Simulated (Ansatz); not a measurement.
## A van 't Hoff estimate for GeH3I + NH3 ⇌ GeH3(NH2) + HI

Species: GeH3I `[GeH3][I]`, singlet; NH3 (ammonia) `N`, singlet; GeH3(NH2), singlet; HI, singlet. The partners trade I for NH2: Ge–I and H–NH2 bonds give way to Ge–NH2 and H–I.

The electronic reaction energy at CCSD(T)/def2-TZVPP is +80.3 kJ/mol. Shapes: PBE0-D4/def2-TZVP. Programs: Ansatz 0.2.0. Enthalpy and entropy come from rigid-rotor, harmonic-oscillator sums on unscaled PBE0-D4/def2-TZVP wavenumbers, ideal gases at 1 bar. Symmetry numbers: GeH3I 3, NH3 3, GeH3(NH2) 1, HI 1. R = 8.3145 J/(mol K).

| T (K) | ΔH (kJ/mol) | ΔS (J/(mol K)) |
| --- | --- | --- |
| 700 | +72.0 | +11.0 |
| 1000 | +74.7 | +14.1 |
| 1300 | ? | ? |

**Question.** Work out ln K at 700 and 1000 K, and from these estimate it at 1300 K.

**Answer.** 
1. 700 K: ΔG = +72.0 − 700 × (+11.0)/1000 = +64.3 kJ/mol; ln K = −ΔG/RT = -11.05.
2. 1000 K: ΔG = +74.7 − 1000 × (+14.1)/1000 = +60.6 kJ/mol; ln K = −ΔG/RT = -7.29.
3. Slope against 1000/T: (-7.29 − (-11.05))/(1.0000 − 1.4286) = -8.77, that is −ΔH/R with ΔH near +73 kJ/mol.
4. 1300 K: ln K = -11.05 + (-8.77) × (0.7692 − 1.4286) = -5.27.

The full sums give ΔH = +77.2 kJ/mol, ΔS = +16.3 J/(mol K), ΔG = +56.0 kJ/mol and ln K = -5.18 at 1300 K, so the line is off by -0.09 in ln K; without rounding the miss is -0.07, from the change of ΔH with temperature. The reactants are favoured over this whole range. An error of 10 kJ/mol in the energy moves ln K by 0.9 at 1300 K. Soft modes are treated as harmonic, which can err either way at these temperatures; the lowest are those of GeH3I (253 cm⁻¹), GeH3(NH2) (172 cm⁻¹). For atoms past krypton def2 sets carry core potentials with scalar relativity. Relativity is left out for Ge. Outer-core shells of Ge, I are correlated, in sets that cover them unevenly.

The exchange is uphill because it gives up a strong N–H bond for the much weaker H–I bond. Ge–N is stronger than Ge–I, helped by its polarity and the better size match, but not by enough to compensate. Heating raises ln K, as it must for an endothermic reaction, yet ΔG is still +56.0 kJ/mol at 1300 K, so no modest error in the energy would reverse the preference for the reactants.

The positive ΔS shouldn't be read as a general loosening of the structure: the drop in symmetry numbers from reactants to products contributes more than the whole of ΔS at each temperature. The rise of ΔH with temperature probably reflects the replacement of stiff ammonia vibrations by softer, more easily excited modes of the germylamine.

The result doesn't rule out aminolysis as a preparative route, since excess ammonia can capture HI as solid ammonium iodide under cooler conditions, a driving force absent from this gas-phase equilibrium.
